# The random-pore model of a porous solid consumed by a gas

Synthetic graphite serves in chip making as susceptors, heaters and wafer carriers. When a hot part meets air at moderate temperature, oxygen enters the pores and the part loses mass throughout its volume. The rate per initial mass first rises, because the pores widen, and then falls, because neighbouring pores merge. The random-pore model of Bhatia and Perlmutter (1980) describes both stages with one structural number $\psi$.

## Premises and conventions

1. The solid phase is homogeneous, of fixed density, and reacts to gases only.
2. The void is the union of straight circular cylinders, much longer than wide, placed independently and uniformly at random and free to overlap. Radii and orientations may have any distribution. All void is open to the gas.
3. Temperature and reactant concentration $C$ (mol m$^{-3}$) are uniform in the part, so the surface reaction controls the rate.
4. Every wall element recedes along its normal at the same speed $v = kC^n$ (m s$^{-1}$). The constant $k$ therefore has the unit m s$^{-1}$ (mol m$^{-3}$)$^{-n}$. If $j$ is the molar rate of solid removal per wall area and $V_m$ the molar volume of the solid phase, then $v = V_m j$.
5. No pores are created, and loss at the outer surface is negligible.

All structural quantities are per unit volume of the part, pores included: porosity $\varepsilon$, wall area $S$ (m$^{-1}$) and axis length $L$ (m$^{-2}$). Subscript 0 marks the initial state. Subscript $E$ marks an extended quantity, summed over all cylinders as if none overlapped. The recession distance is $q = \int_0^t v\,dt'$, equal to $vt$ at fixed conditions.

## Step 1: growth of the extended pore system

By premise 4 the void at time $t$ is the set of points within distance $q$ of the initial void. The distance to a union of cylinders is the smallest of the distances to the single cylinders. A point is therefore void exactly when it lies within $q$ of at least one initial cylinder, that is, inside that cylinder with its radius raised from $r_i$ to $r_i+q$ (ends neglected). Each cylinder can thus be grown on its own, buried parts included.

With $\ell_i$ the lengths and $\Omega$ the volume of the part,

$$L_E=\frac1\Omega\sum_i \ell_i,\qquad S_E=\frac{2\pi}{\Omega}\sum_i \ell_i (r_i+q),\qquad V_E=\frac{\pi}{\Omega}\sum_i \ell_i (r_i+q)^2 .$$

$L_E$ is constant by premise 5. Expanding the brackets gives

$$S_E=S_{E0}+2\pi L_E q,\qquad V_E=V_{E0}+S_{E0}q+\pi L_E q^2 . \tag{1}$$

Squaring the first relation gives $S_E^2=S_{E0}^2+4\pi L_E(S_{E0}q+\pi L_Eq^2)$, and the bracket is $V_E-V_{E0}$:

$$S_E^2=S_{E0}^2+4\pi L_E\,(V_E-V_{E0}). \tag{2}$$

The radius distribution enters only through $S_{E0}$, $L_E$ and $V_{E0}$.

## Step 2: overlap

Take a fixed point. Cylinder $i$, of volume $w_i\ll\Omega$ and uniformly random position, covers it with probability $w_i/\Omega$, whatever its orientation. By independence the point is missed by all cylinders with probability $\prod_i(1-w_i/\Omega)$. The logarithm is $-\sum_i w_i/\Omega-\tfrac12\sum_i (w_i/\Omega)^2-\dots$. The first sum is $V_E$. The second is at most $V_E \max_i w_i/\Omega$ and vanishes for a part much larger than one pore. The probability of being missed is the solid fraction:

$$1-\varepsilon=e^{-V_E}. \tag{3}$$

A wall element of one cylinder is a real gas-solid interface only if no other cylinder covers it, which again has probability $1-\varepsilon$. The same factor defines $L$ as the axis length not lying inside another pore:

$$S=S_E(1-\varepsilon),\qquad L=L_E(1-\varepsilon). \tag{4}$$

The volume balance confirms (4). A real area $S$ receding by $dq$ frees the volume $d\varepsilon=S\,dq$, while (3) and (1) give $d\varepsilon/dq=e^{-V_E}\,dV_E/dq=(1-\varepsilon)S_E$.

## Step 3: conversion and rate law

Conversion is the fraction of the initial solid mass removed. At fixed solid density and outer volume, $1-X=(1-\varepsilon)/(1-\varepsilon_0)$, and (3) gives

$$y\equiv-\ln(1-X)=V_E-V_{E0}. \tag{5}$$

Define, with $S_{E0}=S_0/(1-\varepsilon_0)$ and $L_E=L_0/(1-\varepsilon_0)$ from (4),

$$s=S_{E0}\,q=\frac{kC^nS_0t}{1-\varepsilon_0},\qquad \psi=\frac{4\pi L_E}{S_{E0}^2}=\frac{4\pi L_0(1-\varepsilon_0)}{S_0^2}. \tag{6}$$

The last form of $s$ holds at fixed $T$ and $C$. Dividing (2) by $S_{E0}^2$ gives $S_E/S_{E0}=\sqrt{1+\psi y}$. Then (4) gives $S/S_0=(S_E/S_{E0})(1-X)$. The volume balance reads $dX/dq=S/(1-\varepsilon_0)$, and $ds/dq=S_0/(1-\varepsilon_0)$, so

$$\frac{dX}{ds}=\frac{S}{S_0}=(1-X)\sqrt{1-\psi\ln(1-X)} . \tag{7}$$

The integral follows from (1) and (5) directly: $y=S_{E0}q+\pi L_Eq^2=s+\psi s^2/4$, since $\pi L_E/S_{E0}^2=\psi/4$. Hence

$$X=1-\exp\!\left[-s\left(1+\frac{\psi s}{4}\right)\right]. \tag{8}$$

Integrating (7) gives the same result. With $dy=dX/(1-X)$ it becomes $dy/ds=\sqrt{1+\psi y}$, so

$$s=\int_0^y\frac{dy'}{\sqrt{1+\psi y'}}=\frac{2}{\psi}\left[\sqrt{1-\psi\ln(1-X)}-1\right]. \tag{9}$$

Squaring $\sqrt{1+\psi y}=1+\psi s/2$ returns $y=s+\psi s^2/4$. For $\psi\to0$, (7) reduces to the first-order law $dX/ds=1-X$.

## Step 4: the rate maximum

Write the rate as $f=e^{-y}\sqrt{1+\psi y}$. Then

$$\frac{d\ln f}{dy}=-1+\frac{\psi}{2(1+\psi y)} .$$

This falls steadily with $y$ towards $-1$. It has one zero at positive $y$ if its initial value $\psi/2-1$ is positive, and none otherwise. At the zero the sign goes from plus to minus, so the point is a maximum, and because $y$ rises steadily with time it is also the maximum in time at fixed $v$. For $\psi\le2$ the rate only falls. For $\psi>2$ the condition $1+\psi y_m=\psi/2$ gives $y_m=1/2-1/\psi$ and

$$X_m=1-\exp\!\left(\frac{2-\psi}{2\psi}\right),\qquad f_m=\sqrt{\frac{\psi}{2}}\,(1-X_m),\qquad s_m=\frac{2}{\psi}\left(\sqrt{\frac\psi2}-1\right). \tag{10}$$

Since $y_m<1/2$, the maximum always lies below $1-e^{-1/2}\approx0.393$. The geometric meaning follows from (1), (3) and (4): $dS/dq=(2\pi L_E-S_E^2)\,e^{-V_E}$. The first term is the widening of pores, the second is the loss of wall by merging, and they balance at the maximum.

## What fixes $\psi$, and how to infer it

Let $\langle\cdot\rangle$ be the length-weighted mean over the initial radii. Then $S_{E0}=2\pi L_E\langle r\rangle$ and $V_{E0}=\pi L_E\langle r^2\rangle=-\ln(1-\varepsilon_0)$. Inserting these in (6),

$$\psi=\frac{1}{\pi L_E\langle r\rangle^2}=\frac{\langle r^2\rangle/\langle r\rangle^2}{-\ln(1-\varepsilon_0)}\;\ge\;\frac{1}{-\ln(1-\varepsilon_0)}, \tag{11}$$

because a variance is never negative. Equality holds for a single radius. Any solid that obeys the premises and has $\varepsilon_0<1-e^{-1/2}$ has $\psi>2$ and shows a maximum.

At fixed conditions put $s=At$ with $A=vS_{E0}$, the initial rate. Equation (8) gives $-\ln(1-X)/t=A+(\psi A^2/4)\,t$, a straight line with intercept $A$ and slope $B=\psi A^2/4$, so $\psi=4B/A^2$. Early data are needed: once $\psi s/4\gg1$ only the product $\psi A^2$ is determined. From (10), $dX_m/d\ln\psi=(1-X_m)/\psi$, which is small for large $\psi$, whereas $d\ln f_m/d\ln\psi=1/2-1/\psi$. The height of the maximum therefore constrains a large $\psi$ much better than its position. Because $T$ and $C$ enter only through $s$, runs under different conditions must collapse on one curve of rate over initial rate against $X$.

## Range of validity

**Outer surface.** Both faces of a plate of half-thickness $H$ recede by $q$, which multiplies $1-X$ by $1-q/H=1-s/\sigma$ with $\sigma=HS_{E0}$. For a sphere of radius $H$ the factor is cubed. Premise 5 needs $s\ll\sigma$.

**Pore ends.** Give each pore of length $\ell\gg r$ hemispherical caps, so its volume is $\pi(r+q)^2\ell+\tfrac{4\pi}{3}(r+q)^3$. With $L_E/\ell$ pores per volume, $V_E$ gains the term $\tfrac{4\pi}{3}(L_E/\ell)q^3$, which is $4q/(3\ell)$ times the quadratic term in (1). The other cap terms only shift $V_{E0}$, $S_{E0}$ and the quadratic coefficient.

**Pore diffusion.** For first order and one gas molecule per solid atom, the consumption per volume is $k_vC$ with $k_v=Sj/C$. The quasi-steady balance $D_eC''=k_vC$ with surface value $C_s$ gives $C=C_s\cosh(\phi x/H)/\cosh\phi$, where $\phi^2=H^2k_v/D_e$ and $D_e$ is the effective diffusivity. The mean rate is reduced by the factor $\tanh\phi/\phi\approx1-\phi^2/3$. Premise 3 needs $\phi^2\ll1$ at the largest $S$.

**Structure and chemistry.** Closed pores that open during reaction add wall area and violate premises 2 and 5. Graphite reacts much faster at edge sites than on basal planes, binder and filler carbon differ, and metal impurities catalyse local pits, so $v$ is at best an average over wall area. A fitted $\psi$ absorbs these effects and then no longer equals the geometric value (6). A maximum above 0.393 cannot come from the model. At high conversion grains detach, which the model ignores.

## Illustration: fine-grain graphite in air at 823 K

The hexagonal cell holds four atoms. The compiled lattice constants are $a=0.2461$ nm (300 K, Wikipedia) and $c=0.67076$ nm (297 K, Lebedeva 2016). They give $V_m=N_A(\sqrt3/2)a^2c/4=5.297\times10^{-6}$ m$^3$ mol$^{-1}$ and, with $12.011\times10^{-3}$ kg mol$^{-1}$, a crystal density of 2268 kg m$^{-3}$. Thermal expansion up to 823 K, typically of order one per cent, is ignored. A typical bulk density of 1800 kg m$^{-3}$ gives $\varepsilon_0=0.206$ and $V_{E0}=0.2307$, with all porosity treated as open. The bound (11) is then $\psi\ge4.33$.

Assume two pore families: $r_1=1.0\ \mu$m with extended volume $V_1=0.2257$, and $r_2=25$ nm with $V_2=0.0050$. Each family has area $2V/r$ and length $V/(\pi r^2)$, so

$$S_{E0}=(4.514+4.000)\times10^{5}=8.514\times10^{5}\ \text{m}^{-1},\qquad L_E=2.618\times10^{12}\ \text{m}^{-2},\qquad \psi=45.4 .$$

The real values are $S_0=6.76\times10^5$ m$^{-1}$, or 376 m$^2$ kg$^{-1}$, and $L_0=2.08\times10^{12}$ m$^{-2}$. Assume $v=1.0\times10^{-13}$ m s$^{-1}$. The initial rate is $A=8.514\times10^{-8}$ s$^{-1}$, or 0.031 % per hour. The extra digits are kept only for the arithmetic. Equations (7) and (9) with $t=s/A$ give:

| $X$ | $s$ | $t$ ($10^6$ s) | rate / initial rate |
|---|---|---|---|
| 0.05 | 0.0363 | 0.43 | 1.73 |
| 0.10 | 0.0619 | 0.73 | 2.16 |
| 0.20 | 0.1029 | 1.21 | 2.67 |
| 0.38 | 0.1658 | 1.95 | 2.95 |
| 0.60 | 0.2435 | 2.86 | 2.61 |

The maximum lies at $X_m=0.380$ with $f_m=2.95$, after a wall recession $q=s_m/S_{E0}=195$ nm. The sensitivities are $dX_m/d\ln\psi=0.014$ and $d\ln f_m/d\ln\psi=0.478$. Extrapolating the initial rate would put 10 % mass loss at $1.17\times10^6$ s, while the model reaches it at $0.73\times10^6$ s. The last row lies where grain loss may already intervene.

The neglected terms at the maximum, for a plate with $H=1.0$ mm, are as follows. The outer surface has $\sigma=851$ and $s_m/\sigma=1.9\times10^{-4}$. An assumed pore length of 5 $\mu$m makes the end term 0.052 of the quadratic term, and 1 $\mu$m makes it 0.26. Air at 101325 Pa with oxygen fraction 0.21 has $C=3.11$ mol m$^{-3}$. For C + O$_2\to$ CO$_2$, $j=v/V_m=1.89\times10^{-8}$ mol m$^{-2}$ s$^{-1}$ and $k_v=f_mS_0j/C=0.0121$ s$^{-1}$. An approximate $D_e=1\times10^{-6}$ m$^2$ s$^{-1}$ gives $\phi^2=0.0121$ and a rate loss of 0.0040. For $H=10$ mm, $\phi=1.1$ and the factor is 0.73, so a thick part is outside the model even at this temperature. Closed porosity is not small: a sizeable part of the porosity of synthetic graphite is typically closed, and if half were, the bound (11) for the open part would rise to 9.2 and newly opened pores would compete with widening as a source of area.

These numbers are the model's, not those of any graphite grade. The pore families were chosen to reproduce the typical behaviour of synthetic graphite under kinetic control, a rate that rises a few-fold and peaks near 30 to 40 % mass loss. The speed $v$ was chosen to give an initial rate of the order typical of purified grades near this temperature. The shape and time scale of the table are thus consequences of the inputs and no test of the model, and real grades typically differ in rate by an order of magnitude or more with purity and microstructure.